Dear colleague,

The Debye-jellium model gives aluminium an Eliashberg function α²F(ω) = λ_N(ω/ω_D)² with λ_N = 0.19 when the longitudinal velocity comes from the measured elastic constants. That number covers only normal processes, in which an electron on a spherical Fermi surface exchanges a longitudinal phonon and no reciprocal lattice vector. Below I derive it, sort its parameters into dimensionless groups, and go through the limits one at a time, so that you can see which features you may look for in a film or a wire and which belong to the model alone.

1. The result

There are Z electrons per ion of mass M and volume Ω₀, with density n = Z/Ω₀. N(0) = 3Z/(4E_F) is the free-electron density of states per atom and per spin. For N ions the matrix element for k → k + q is

|g_q|² = [ħ/(2NMω_q)] (q·e)² w(q)²,

where e is the polarisation and w(q) is the Fourier transform of the screened ion potential divided by Ω₀. A screened ion must attract exactly Z electrons. In linear screening at long wavelength this reads Z = −2N(0)w(0), so w(0) = −C with C = 2E_F/3. Neutrality fixes C whatever fixes the sound velocity, and for a local ion potential it is therefore consistent to combine C with a measured c.

I define α²F(ω) = N N(0)⟨|g_q|² δ(ħω − ħω_q)⟩, averaged over pairs k, k′ on the Fermi sphere, and λ = 2∫α²F(ω)dω/ω. Both are dimensionless. With q = 2k_F sin(θ/2) the angular average becomes ∫q dq/(2k_F²) over 0 < q < 2k_F. The model sets w = −C, ω = cq, e parallel to q, and keeps q < q_D, where q_D³ = 6π²/Ω₀. Then N|g|² = ħqC²/(2Mc), the delta function gives 1/(ħc), and

α²F(ω) = N(0)C²q²/(4k_F²Mc²) at q = ω/c, that is α²F = λ_N(ω/ω_D)² for ω < ω_D = cq_D,

λ_N = λ₀ q_D²/(4k_F²), λ₀ = N(0)C²/(Mc²).

The prefactor deserves its name because 2∫(ω/ω_D)²dω/ω = 1. Now N(0)C² = ZE_F/3 and (q_D/k_F)³ = 2/Z. Write Mc² = C_LΩ₀ with the longitudinal modulus C_L = ρc², and let B_e = (2/3)nE_F be the bulk modulus of the free electron gas. Then λ₀ = B_e/(2C_L) and

λ_N = (1/8)(2/Z)^(2/3) B_e/C_L = Zħ²q_D²/(24 m Mc²).

The Bohm-Staver velocity of jellium, c² = Zm v_F²/(3M), is the statement C_L = B_e. It gives λ₀ = 1/2 and λ_N = (1/8)(2/Z)^(2/3), which is 0.198, 0.125, 0.0954 and 0.0787 for Z = 1, 2, 3, 4.

2. Dimensionless groups

The basic model knows ħ, m, Ω₀, Z, M and C_L. Besides Z these form two groups, C_L/B_e and m/M. The static quantity λ_N depends on the first only. At fixed C_L the ion mass sets the frequency scale, ω_D ∝ M^(−1/2), and nothing else. The charge e is absent because the Coulomb strength cancels between the bare potential and its screening at q → 0. It returns with the first correction through x = (q_D/k_TF)², k_TF² = 4k_F/(πa₀). A core radius adds q_D r_c, temperature adds t = T/Θ with k_BΘ = ħω_D, and a mean free path adds ql.

3. Aluminium

The typical values a = 4.05 Å (fcc), M = 26.98 u and Z = 3 give Ω₀ = 16.61 Å³, ρ = 2698 kg/m³, k_F = 1.749 Å⁻¹, q_D = 1.528 Å⁻¹, E_F = 11.65 eV, v_F = 2.02×10⁶ m/s, C = 7.77 eV, N(0) = 0.193 eV⁻¹ and B_e = 224.8 GPa. The room-temperature constants compiled by Blaschke are C11 = 106.75, C12 = 60.41 and C44 = 28.34 GPa. Their direction averages (Voigt) are C_L = (3C11 + 2C12 + 4C44)/5 = 110.89 GPa and C_T = (C11 − C12 + 3C44)/5 = 26.27 GPa, so c = 6.41 km/s and c_T = 3.12 km/s, against a Bohm-Staver velocity of 9.13 km/s. Hence Mc² = 11.49 eV, B_e/C_L = 2.03, λ₀ = 1.01, q_D²/(4k_F²) = 0.191 and

λ_N = 0.193, ħω_D = 64.5 meV, Θ = 748 K.

Anisotropy is a small matter. The longitudinal moduli along [100], [110] and [111] are 106.75, 111.92 and 113.64 GPa and would give 0.201, 0.192 and 0.189. Averaging 1/C_L in place of C_L, and allowing for the tilt of e away from q, changes λ_N by less than one per cent.

The moments of the quadratic spectrum are ω_log = ω_D exp(−1/2), or 39.1 meV, and ⟨ω²⟩ = (2/λ)∫α²F ω dω = ω_D²/2, or 45.6 meV as a root mean square.

Please do not put the thermodynamic Debye temperature in place of Θ. The compiled value is 428 K (Wikipedia, temperature not stated). It belongs to the mean velocity 3/c̄³ = 1/c³ + 2/c_T³, which the transverse branches dominate. From the constants above ħc̄q_D/k_B = 409 K, 4 per cent below the compiled value. Using 428 K for the longitudinal branch multiplies λ_N by (748/428)² = 3.06 and yields 0.59, a coupling of longitudinal strength laid on modes that are mostly transverse and have q·e = 0.

4. Valence

The factor q_D²/(4k_F²) is the share of the Fermi sphere that normal processes reach. In Al it is 19 per cent, a cone of scattering angles up to 2 arcsin(q_D/2k_F) = 51.8°. It falls as Z^(−2/3). Whether λ_N falls depends on what you hold fixed. Along the Bohm-Staver line λ_N ∝ Z^(−2/3). At fixed lattice and fixed C_L the second form of the result shows λ_N ∝ Z, because B_e grows as Z^(5/3).

Two crossovers lie on the Z axis. At Z = 1/4, q_D = 2k_F. Below it the Fermi sphere cuts the integral, α²F = λ₀(ω/2k_Fc)² ends at ω = 2k_Fc, and λ = λ₀ ∝ Z^(5/3) at fixed lattice. There is a kink and no smooth correction. A degenerately doped semiconductor shares this geometry, but its coupling is a screened band deformation potential and not 2E_F/3. The second crossover is where the sphere touches the zone face, 2k_F = G₁₁₁ = 2π√3/a, at Z = π√3/4 = 1.36 for fcc. Below it Umklapp needs a phonon of at least G₁₁₁ − 2k_F and freezes out on cooling. Al is above it: 2k_F = 3.50 Å⁻¹ exceeds both G₁₁₁ = 2.69 and G₂₀₀ = 3.10 Å⁻¹.

5. Stiffness, volume and mass

λ_N ∝ c⁻² holds without correction inside the model. λ_N = 1 would need C_L = 21.4 GPa, or c = 2.82 km/s, which is below the transverse velocity of Al. Strong coupling by normal processes is out of reach. On the stiff side the scaling ends only when c nears v_F, and c/v_F = 0.0032.

If ω_D ∝ V^(−γ_G), then Mc² ∝ V^(2/3 − 2γ_G), since q_D ∝ V^(−1/3). With E_F ∝ V^(−2/3) this gives λ_N ∝ V^(2γ_G − 4/3). The sign changes at γ_G = 2/3, the jellium value, where λ_N ignores volume. An assumed γ_G = 2.2 gives the exponent 3.07. With B = (C11 + 2C12)/3 = 75.86 GPa the model's λ_N drops by 4.0 per cent per GPa. The expansion coefficient 23.1×10⁻⁶ K⁻¹ compiled by Kaye and Laby (293 K) means 0.69 per cent of volume, and 2.1 per cent of λ_N, per 100 K near room temperature. For a cold sample the room-temperature input thus overstates λ_N by a few per cent, so the third figure of 0.193 is arithmetic only.

The mass ratio controls the neglected dynamics. ħω_D/E_F = 0.0055, and Migdal's estimate of the vertex correction, λ_Nħω_D/E_F, is 0.001. The phonon half-width follows from the golden rule with Σ_k(f_k − f_(k+q))δ(ε_(k+q) − ε_k − ħω) = N N(0)ω/(v_Fq), spin included:

γ_q = πqN(0)C²/(2Mv_F) = πZm v_F q/(12M), γ/ω = πZm v_F/(12Mc) = 0.0050.

The modes are sharp, so the delta function is justified. Allen's relation α²F = (γ/ω)F(ω)/(2πħN(0)), with F = 3ω²/ω_D³ the density of modes per atom for one branch, returns λ_N exactly. The electronic attenuation of longitudinal sound at ql ≫ 1 therefore tests the coefficient λ_N/ω_D² directly.

6. Finite q: the large corrections

Pure jellium with Thomas-Fermi screening has w = −C/(1 + q²/k_TF²) and ω² = c²q²/(1 + q²/k_TF²). One power of the denominator survives in q²w²/ω², and λ = λ_N ln(1 + x)/x. This is λ_N(1 − x/2) for small x and λ_N ln(x)/x for large x. Since x = (πk_Fa₀/4)(2/Z)^(2/3) ∝ 1/r_s, the constant-coupling model is a low-density limit. For Z = 3 the crossover x = 1 lies at r_s = 1.15. Al has r_s = 2.07, k_TF = 2.05 Å⁻¹, x = 0.555 and a factor 0.80, which takes the jellium value 0.0954 to 0.076.

For real ions I use an empty core of radius r_c, Lindhard screening L(η) = 1/2 + [(1 − η²)/(4η)] ln[(1 + η)/(1 − η)] with η = q/2k_F, and the exchange-only local field G = η², leaving out the smaller correlation part:

W(q) = w(q)/w(0) = cos(qr_c)/[q²/k_TF² + (1 − η²)L(η)] = 1 − bq² + …,

b = 1/k_TF² + r_c²/2 − 1/(12k_F²) − 1/(4k_F²).

With a typical r_c = 0.59 Å the four terms are 0.238, 0.174, −0.027 and −0.082, so b = 0.303 Å². The weight of λ_N in u = q/q_D is 2u du, and the leading relative correction is −bq_D² = −0.71. That is too large for one term to be trusted. In full, W(q_D) = 0.47 and ∫2uW²du = 0.53.

Dispersion works the other way. Assume ω = (2ω_D/π) sin(πu/2), which keeps the measured slope and ends at 41.0 meV. The weight gains the factor D = (πu/2)²/sin²(πu/2), with leading correction +π²/24 = +0.41 and full value ∫2uD du = 6 ln 2 − 21ζ(3)/π² = 1.60. Both together give ∫2uW²D du = 0.76 and λ = 0.15. The model's 0.19 thus survives through a partial cancellation of two corrections of 50 to 60 per cent each.

For the spectrum itself α²F ∝ q³W²/(ω dω/dq). Writing ω = cq(1 − sq²) with s = π²/(24q_D²), the factors q³ and 1/(dω/dq) each supply 3s(ω/c)², and

α²F = λ_N(ω/ω_D)²[1 + (π²/4 − 2bq_D²)(ω/ω_D)² + …].

The coefficient is +1.05, so the quadratic law for the normal part holds to 10 per cent up to about 20 meV. The coefficient λ_N/ω_D² = λ₀/(2k_Fc)² contains no q_D and is the sturdy part of the result. The integrated λ_N leans on the zone edge, since three quarters of its weight lies at q > q_D/2.

7. Temperature

For a state at the Fermi level the full width is ħ/τ = 4π∫α²F(ω) d(ħω)/sinh(ħω/k_BT), because the Bose and Fermi factors add to 1/sinh. With X = 1/t and y = ħω/k_BT,

ħ/τ = 2πλ_Nk_BT · (2/X²)∫₀^X y²dy/sinh y.

For t ≪ 1 the integral tends to 7ζ(3)/2 and ħ/τ = 14πζ(3)λ_N(k_BT)³/(ħω_D)². The part lost to the cutoff is 2(X² + 2X + 2)exp(−X), exponentially small. For t ≫ 1, ħ/τ = 2πλ_Nk_BT[1 − X²/12 + …]. The asymptotes cross at t = 1/√(7ζ(3)) = 0.345, or 258 K, where the true rate is 0.58 of either. At 10 K the model gives 1.6 μeV, τ = 0.42 ns. At 300 K it gives 20 meV, τ = 32 fs, which is 0.65 of the classical 31 meV. Room temperature sits in the crossover for this branch.

The mass enhancement −∂ReΣ/∂ε at the Fermi level is the average of ∫α²F · 2ω dω/(ω² − ε²/ħ²), a principal value, over −∂f/∂ε. With v = ε/ħω_D,

λ(T)/λ_N = ⟨1 + v² ln|(1 − v²)/v²|⟩.

At low T, ⟨v²⟩ = π²t²/3 and ⟨y² ln|y|⟩/⟨y²⟩ = 1.046 for y = ε/k_BT, so λ(T)/λ_N = 1 + (2π²/3)t² ln[1/(2.85t)] + O(t⁴). The enhancement first rises. At high T it falls as [7ζ(3)/(4π²)]/t² = 0.213/t². The full average is 1.08 at t = 0.10, 1.09 at t = 0.15 and 0.71 at 300 K. A photoemission kink at room temperature would show 0.14 of normal-process enhancement and not 0.19.

Transport weights each event with 1 − cos θ = q²/(2k_F²). Then α²_trF ∝ ω⁴ and λ_tr = λ_N q_D²/(4k_F²) = 0.037. Small-angle scattering pays the factor 0.191 twice.

8. Disorder

Here I quote Pippard's attenuation formulas for scatterers that move with the lattice and convert them with Allen's relation. The longitudinal width is multiplied by

Φ(ql) = (2/π)[ql·arctan(ql)/(ql − arctan(ql)) − 3/(ql)],

which is 1 − (8/π − π/2)/(ql) = 1 − 0.976/(ql) for large ql and 8ql/(5π) for small ql. Below ql ≈ 1 the longitudinal α²F turns from ω² to ω³. The larger effect sets in far earlier. Transverse modes at thermal wave vectors, where eddy-current screening is ineffective, get γ_T = [Zm v_F/(2Ml)](1 − g), with g = [3/(2q²l²)][(1 + q²l²)arctan(ql)/(ql) − 1] → 3π/(4ql). For large ql this width is independent of q. Two branches of density 3ω²/(c_Tq_D)³ each then give a term linear in ω, whose ratio to the clean longitudinal term is (12/π)(c/c_T)⁴/(q_Tl) = 68/(q_Tl), with q_T = ω/c_T. With ∫y dy/sinh y = π²/4 its rate goes as T²/l and equals the T³ rate at

k_BT* = [6π/(7ζ(3))] ħc⁴/(c_T³ l), T*l = 9.5×10² K nm.

For an assumed l = 20 nm, as in a thin wiring film, T* = 48 K. There k_BT*l/(ħc_T) = 40 for any l, so the large-ql forms apply, and T* is well below the transverse cutoff ħc_Tq_D/k_B = 364 K. Below T* the T³ law is hidden in such a film. Static scatterers, such as a rigid interface, fall outside these formulas.

9. Umklapp

The other 81 per cent of the sphere is reached with a transfer Q = q + G, for which the factor is (Q·e)²w(Q)² and transverse modes couple. The transfers have density 1/(8πk_F²Q) in Q space. Near a shell of z vectors of length G < 2k_F, take w = w_G constant and the average 2G²/3 for (G·e)² summed over both transverse branches. This gives α²F_U = N(0)zGw_G²ω/(6k_F²Mc_T³), or

α²F_U = λ_N ω ω_U/ω_D², ω_U = (2/3)(c⁴/c_T³) Σ zG(w_G/C)².

Typical form factors of magnitude 0.24 eV for (111), z = 8, and 0.76 eV for (200), z = 6, give ħω_U ≈ 0.05 eV. That lies above the transverse cutoff ħω_T = 31.4 meV, so this term exceeds the normal one throughout the transverse band. It adds 2λ_Nω_Uω_T/ω_D² ≈ 0.1 to λ. One figure is all it merits, since w(Q) varies fast around G, and longitudinal Umklapp comes on top. The linear law also has a floor. A rigid shift of the lattice cannot scatter true Bloch states, so single plane waves fail for q below about w_G/(ħv_F) ≈ 0.06 Å⁻¹, or ħω of about 1 meV. Even in a pure crystal the normal T³ rate of section 7 is therefore one part of the Fermi-surface average. It describes best the free-electron-like patches far from zone faces.

10. What to take to the laboratory

The long-wavelength statements rest on neutrality and the measured moduli: γ/ω = 0.0050 for longitudinal sound at ql ≫ 1, and the ω² onset with coefficient λ₀/(2k_Fc)². The integrated numbers are the model's: λ_N = 0.19 with constant coupling and linear dispersion, 0.15 with the form factor and the bent branch, and λ_tr = 0.037. As typical knowledge, not as a measurement, the total λ of aluminium is about 0.4 and its transport counterpart is of similar size, so the normal-process model falls short by a factor of two to three in λ and in the room-temperature width, and by about a factor of ten in λ_tr. The Umklapp estimate shows where the missing coupling lies. If your tunnelling or photoemission spectrum carries much weight below 31 meV, assign it to transverse phonons through Umklapp or disorder before you adjust c or C.